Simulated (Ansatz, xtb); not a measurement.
Relative energy of two isomers of C4H8OSi

Structure a: `O=C[C@@H]1C[C@@H]1[SiH3]`, a singlet. Structure b: `O=C[C@@H]1C[C@H]1[SiH3]`, a singlet. Both are isolated molecules in the gas phase, relaxed with B3LYP/def2-SVP, each in the lowest conformer that the search found.

a (Å):

```xyz
14

C    -0.4399   -1.7551    0.3733
C    -1.1575   -0.4932    0.0678
C    -0.6921    0.3154   -1.1369
C    -0.4292    0.8415    0.2416
O     0.7666   -1.8466    0.4375
Si    1.3241    1.0157    0.9484
H    -1.0877   -2.6534    0.5384
H    -2.2354   -0.5145    0.2560
H     0.1518   -0.0962   -1.6998
H    -1.4694    0.7818   -1.7490
H    -1.1019    1.6472    0.5587
H     1.5090    2.4835    1.1808
H     1.4822    0.3370    2.2646
H     2.3681    0.5724   -0.0131
```

b (Å):

```xyz
14

C    -1.5942   -1.5349    0.4620
C    -0.9063   -0.2179    0.5725
C    -0.8679    0.6641   -0.6632
C     0.3868   -0.0282   -0.2307
O    -1.5775   -2.2305   -0.5270
Si    1.8466    0.8923    0.5106
H    -2.1509   -1.8577    1.3799
H    -0.9933    0.2738    1.5467
H    -1.3808    0.2707   -1.5457
H    -0.9706    1.7422   -0.5051
H     0.6316   -0.9152   -0.8283
H     1.3339    2.0532    1.2986
H     2.6318    0.0007    1.4138
H     2.7496    1.3973   -0.5650
```

Quicker runs give these differences E(b) − E(a): GFN2-xTB +11.11 kJ/mol; HF/STO-3G −19.47 kJ/mol (at GFN2-xTB geometries); r2SCAN-D4/def2-SVP −5.10 kJ/mol (at GFN2-xTB geometries).

**Question.** Which of the two would you expect CCSD(T)/def2-SVP + ΔMP2/def2-TZVPP electronic energies to favour?

**Answer.** Too close to call at this level: CCSD(T)/def2-SVP + ΔMP2/def2-TZVPP gives E(b) − E(a) = −2.24 kJ/mol.

Level by level:

```json
{"level": "GFN2-xTB", "geometry": "GFN2-xTB", "E(b) − E(a) (kJ/mol)": "+11.11", "departure from the last row (kJ/mol)": "+13.35", "job, with rough time for the two": "optimisation, 0.21 s"}
{"level": "HF/STO-3G", "geometry": "GFN2-xTB", "E(b) − E(a) (kJ/mol)": "−19.47", "departure from the last row (kJ/mol)": "−17.23", "job, with rough time for the two": "single point, 0.42 s"}
{"level": "r2SCAN-D4/def2-SVP", "geometry": "GFN2-xTB", "E(b) − E(a) (kJ/mol)": "−5.10", "departure from the last row (kJ/mol)": "−2.87", "job, with rough time for the two": "single point, 3.3 s"}
{"level": "B3LYP/def2-SVP", "geometry": "B3LYP/def2-SVP", "E(b) − E(a) (kJ/mol)": "−2.58", "departure from the last row (kJ/mol)": "−0.35", "job, with rough time for the two": "optimisation, 53 s"}
{"level": "HF/def2-SVP", "geometry": "B3LYP/def2-SVP", "E(b) − E(a) (kJ/mol)": "−3.54", "departure from the last row (kJ/mol)": "−1.30", "job, with rough time for the two": "part of the CCSD(T) run"}
{"level": "MP2/def2-SVP", "geometry": "B3LYP/def2-SVP", "E(b) − E(a) (kJ/mol)": "−1.43", "departure from the last row (kJ/mol)": "+0.81", "job, with rough time for the two": "part of the CCSD(T) run"}
{"level": "CCSD(T)/def2-SVP", "geometry": "B3LYP/def2-SVP", "E(b) − E(a) (kJ/mol)": "−0.88", "departure from the last row (kJ/mol)": "+1.35", "job, with rough time for the two": "single point"}
{"level": "CCSD(T)/def2-SVP + ΔMP2/def2-TZVPP", "geometry": "B3LYP/def2-SVP", "E(b) − E(a) (kJ/mol)": "−2.24", "departure from the last row (kJ/mol)": "", "job, with rough time for the two": "single point, 49 s"}
```

As drawn, both hold the same kinds of bond in the same numbers.

The largest departure from CCSD(T)/def2-SVP + ΔMP2/def2-TZVPP is that of HF/STO-3G, 17.23 kJ/mol. The last row adds to CCSD(T) the change of the MP2 difference between the two basis sets, here −1.35 kJ/mol.

With thermal terms from frequencies at re-optimised GFN2-xTB minima (ideal gas, soft modes damped towards free rotors, one conformer each, 298.15 K, 1 atm): the zero-point term adds −2.89 kJ/mol; ΔH is −3.26 and ΔG −9.33 kJ/mol.

The correlated steps freeze 10 core orbitals. Programs: Ansatz 0.2.0, xtb 6.7.1; the last row on 2 threads of Intel(R) Xeon(R) 6975P-C (Granite Rapids) on a shared host.

Isomer a is the cis and b the trans cyclopropane, and their electronic energies are nearly balanced. Crowding on one face of the ring normally penalises cis, but here the aldehyde oxygen sits inside the van der Waals contact distance of silicon, almost in line with the Si–H bond opposite. This suggests a weak donation from the oxygen lone pair into σ*(Si–H), helped by electrostatics, which recovers much of the steric cost. Correlation narrows the trans preference from −3.54 kJ/mol in HF/def2-SVP to −0.88 in CCSD(T) with the same basis, as expected if it favours the more compact isomer. GFN2-xTB alone puts cis lower, probably because it overbinds the contact.

The free energy leans more clearly to trans, with ΔG at −9.33 kJ/mol, largely through entropy: the contact probably stiffens the formyl and silyl torsions in cis. Since those frequencies come from the same method that seems to overbind the contact, the size of this entropic advantage is less secure than its direction.
